## Cubic boron nitride: what a calculated number depends on

In cubic boron nitride every atom has four neighbours of the other kind, held by short, strong bonds. The table follows this one crystal from classical force fields to density functionals. All band gaps were computed on the same cell, the one relaxed with r2SCAN, while each volume and bulk modulus belongs to the method itself. The questions ask what causes the differences, and when an agreement between two numbers means something.

Cubic BN (F-43m, 2 atoms per cell) by force fields, DFTB without charge self-consistency, and DFT without spin polarisation or spin-orbit coupling. Gaps are for the r2SCAN-relaxed cell, volumes from each method's relaxation or energy curve, bulk moduli at fixed cell shape. Plane-wave PBE uses a 420 eV cutoff and a 12×12×12 k mesh, the coarse run 260 eV and 4×4×4.

```tsv
name	kind	band gap (eV)	volume per atom (Å³)	bulk modulus (GPa)
BN.extep	force field	n/a	5.628	402.1
BNC.tersoff	force field	n/a	5.331	466.1
PBE coarse-settings	low cutoff and mesh	4.404	n/a	n/a
PBE	semilocal	4.477	5.953	371.6
DFTB	tight binding	9.569	n/a	n/a
r2SCAN	semilocal	5.003	5.879	391.8
GLLB-SC	model potential	5.881	n/a	n/a
PBE sz-orbitals	small basis	6.480	n/a	n/a
PBE SZV	small basis	8.489	6.189	365.3
PBE DZVP	small basis	4.538	5.975	365.9
```

**1. Which methods make the crystal smallest, and is it also the stiffest?**

The two force fields do, and BNC.tersoff goes furthest: its bonds are 1.51 Å long, against 1.56 Å with r2SCAN. Wherever the table has both quantities, a smaller volume goes with a larger bulk modulus, the resistance to uniform compression. For one method under compression the reason is plain: shorter bonds pack the same electrons, or in a force field the bond energy, into less space, and the repulsion between close atoms rises steeply. Across methods this is only part of the story. r2SCAN is 1.2% smaller than PBE and 5% stiffer, but BN.extep is 4% smaller than r2SCAN and only 3% stiffer. At equal volume the force fields are therefore expected to be softer than the functionals.

The Tersoff potential was made chiefly for flat sheets, in which each atom has three neighbours. An atom with four neighbours should form longer bonds, because its bonding electrons are shared among more of them. That the potential lengthens the bonds too little is a likely reading of its small volume, though not one tested here. Force fields in general are fitted to few measured properties, and others can be far off.

**2. Can the size of the relaxed crystal be estimated from the pressure on a fixed cell?**

Yes, if the strain is small and the bulk modulus is known. A method that prefers a larger crystal finds the shared cell compressed and reports a positive pressure P. With the bulk modulus B, the relative change of volume that removes this pressure is about P/B. For PBE the same runs give P = 4.74 GPa, so that

P/B = 4.74 / 371.6 = 0.0128

volume ≈ 5.879 × 1.0128 = 5.95 Å³ per atom

This agrees with the volume in the table. The estimate has no adjustable constant, and it shows that pressure and volume are consistent, not that PBE is right.

For BNC.tersoff the same step gives a shrinkage of 8%, while the table shows 9%. Here the shared cell stretches the bonds strongly, and stretched bonds soften. The tension therefore understates how far the crystal will contract.

**3. Why does the gap grow from PBE to r2SCAN to GLLB-SC?**

The atoms sit in the same places in all three calculations, so the cause must be electronic. The gap is the energy needed to remove an electron from the crystal less the energy gained by adding one. When an electron is added, the exact exchange-correlation potential jumps by a constant. The PBE levels lack this jump, which makes their gap too small. r2SCAN recovers a part of it because its potential depends on the orbitals, and GLLB-SC is built to estimate it, though the table doesn't show how much of its gap is that estimate.

The measured gap is roughly 6.4 eV, a recalled value. Against it PBE falls short by about 1.9 eV and GLLB-SC by about 0.5 eV. These shortfalls are likely understated: zero-point motion of such light atoms is expected to lower the measured gap by some tenths of an eV, and the calculations hold the atoms fixed. As a wavelength, the PBE gap corresponds to 277 nm and the GLLB-SC gap to 211 nm.

**4. Why does a small basis widen the gap, although the functional is still PBE?**

A minimal basis gives each atom one s and three p functions. In the crystal these combine into four bonding bands, which the eight valence electrons fill, and four antibonding bands. The lowest empty state must then be built from what the bonding bands have left over. In a flexible basis it can lower its energy by spreading into the space between the atoms and by taking on d-like character.

The filled states suffer much less, because atomic s and p functions suit them. So the gap opens, by 2.0 eV with the sz-orbitals and by 4.0 eV with SZV. Both bases are minimal, so the size of the error is expected to depend on the shape and reach of the functions as well as on their number. DZVP adds a second set of valence functions and polarisation functions of higher angular momentum, and removes 98% of the SZV excess. No run here separates the two additions, and either alone is expected to recover most of it.

**5. Is the DFTB gap of 9.6 eV simply the PBE gap made twice as large?**

No, because it measures a different transition. In PBE the highest filled state lies at Γ, the centre of the Brillouin zone, and the lowest empty state at X, on its boundary. In DFTB both lie at Γ. The PBE gap at Γ is 8.9 eV, and DFTB exceeds it by only 0.7 eV.

What DFTB gets wrong is the low-lying empty state at X. The run computed the levels at X as well, and its lowest empty level still lies at Γ. A likely cause, not tested here, is that DFTB also uses a minimal basis. The argument of question 4 would then apply, and most strongly at X, where the empty state needs the added flexibility most. The basis need not be the whole cause. Both minimal-basis PBE gaps stay below the plane-wave gap at Γ, so their lowest empty state is expected to remain at X, while DFTB lifts that state by more than 5 eV.

**6. The sz-orbitals come closest to the measured gap. Are they the best choice?**

They are not. With a good basis the same functional gives 4.5 eV, so the close match comes from two errors of about 2 eV with opposite signs. Improving the basis makes the agreement worse, which is the mark of such a cancellation.

The SZV bulk modulus is a quieter case. It lies within 2% of the plane-wave PBE value, although the SZV crystal is 4% larger. Expanding a crystal of this kind by 4% normally softens it by more than a tenth. At equal volume the SZV crystal would therefore be clearly too stiff, and its excess volume hides the fault.

**7. Which digits survive a cheaper setting?**

Low cutoff and a coarse mesh change the PBE gap by less than 0.1 eV. Both meshes contain Γ and X, so no band edge is missed. The step from PBE to r2SCAN, 0.5 eV, is thus well beyond this uncertainty. The difference of 0.06 eV between DZVP and plane waves is no larger than this shift. The runs behind the table also differ in k mesh, and the table doesn't show how much of the difference comes from settings, so it can't be assigned to the basis alone.

Pressure is far more delicate. The coarse run raises it by 6.4 GPa, which by the rule of question 2 amounts to 1.7% in volume, more than the 1.3% that separates PBE from r2SCAN. The coarse settings barely move the two band edges: the highest filled level rises by 0.07 eV and the lowest empty one falls by 0.01 eV. The total energy is off by much more, 0.85 eV per cell. Pressure is minus the slope of that energy with volume, taken with the set of plane waves held fixed. Whatever part of the error changes as the cell is stretched in this way enters it in full. Missing plane waves alone don't explain the rise, however: stretching the cell with a fixed set lowers the effective cutoff, so their error should grow and pull the pressure down. Grid noise, which the makers of these data found in pressures in tests on other systems, or the coarse k mesh may outweigh this, but no run here separates the causes. The coarse run itself warns only that its cutoff is below the recommended one. Settings that suffice for sorting materials by gap can therefore be too coarse for lattice constants or film stress; the printed output after this section lists the changes in gap and pressure.

Numerical output:

```
differences from plane-wave PBE and bond length:
                  row  gap difference in eV  volume difference in %  modulus difference in %  B-N bond in angstrom
             BN.extep                   n/a                  -5.459                    8.208                  1.54
          BNC.tersoff                   n/a                  -10.45                    25.43                 1.513
  PBE coarse-settings                -0.073                     n/a                      n/a                   n/a
                  PBE                     0                       0                        0                  1.57
                 DFTB                 5.092                     n/a                      n/a                   n/a
               r2SCAN                 0.526                  -1.243                    5.436                 1.563
              GLLB-SC                 1.404                     n/a                      n/a                   n/a
      PBE sz-orbitals                 2.003                     n/a                      n/a                   n/a
              PBE SZV                 4.012                   3.964                   -1.695                  1.59
             PBE DZVP                 0.061                  0.3696                   -1.534                 1.571
PBE direct gap at Gamma in eV: 8.852
PBE direct gap less indirect gap in eV: 4.375
DFTB direct gap less PBE direct gap in eV: 0.7168
coarse less full settings, PBE direct gap in eV: 0.0818
coarse less full settings, PBE pressure in GPa: 6.428
that pressure shift as a volume change in %: 1.73
PBE volume above r2SCAN volume in %: 1.259
r2SCAN modulus above PBE modulus in GPa: 20.2
GLLB-SC gap less r2SCAN gap in eV: 0.878
SZV gap less sz-orbitals gap in eV: 2.009
share of the SZV gap excess removed by DZVP in %: 98.48
estimated PBE volume in angstrom^3 per atom: 5.954
estimated extep volume in angstrom^3 per atom: 5.643
estimated Tersoff volume in angstrom^3 per atom: 5.405
Tersoff estimate less table volume in angstrom^3 per atom: 0.07371
PBE gap less rough measured gap in eV: -1.923
r2SCAN gap less rough measured gap in eV: -1.397
GLLB-SC gap less rough measured gap in eV: -0.519
sz-orbitals gap less rough measured gap in eV: 0.08
threshold wavelength from the PBE gap in nm: 276.9
threshold wavelength from the GLLB-SC gap in nm: 210.8
```
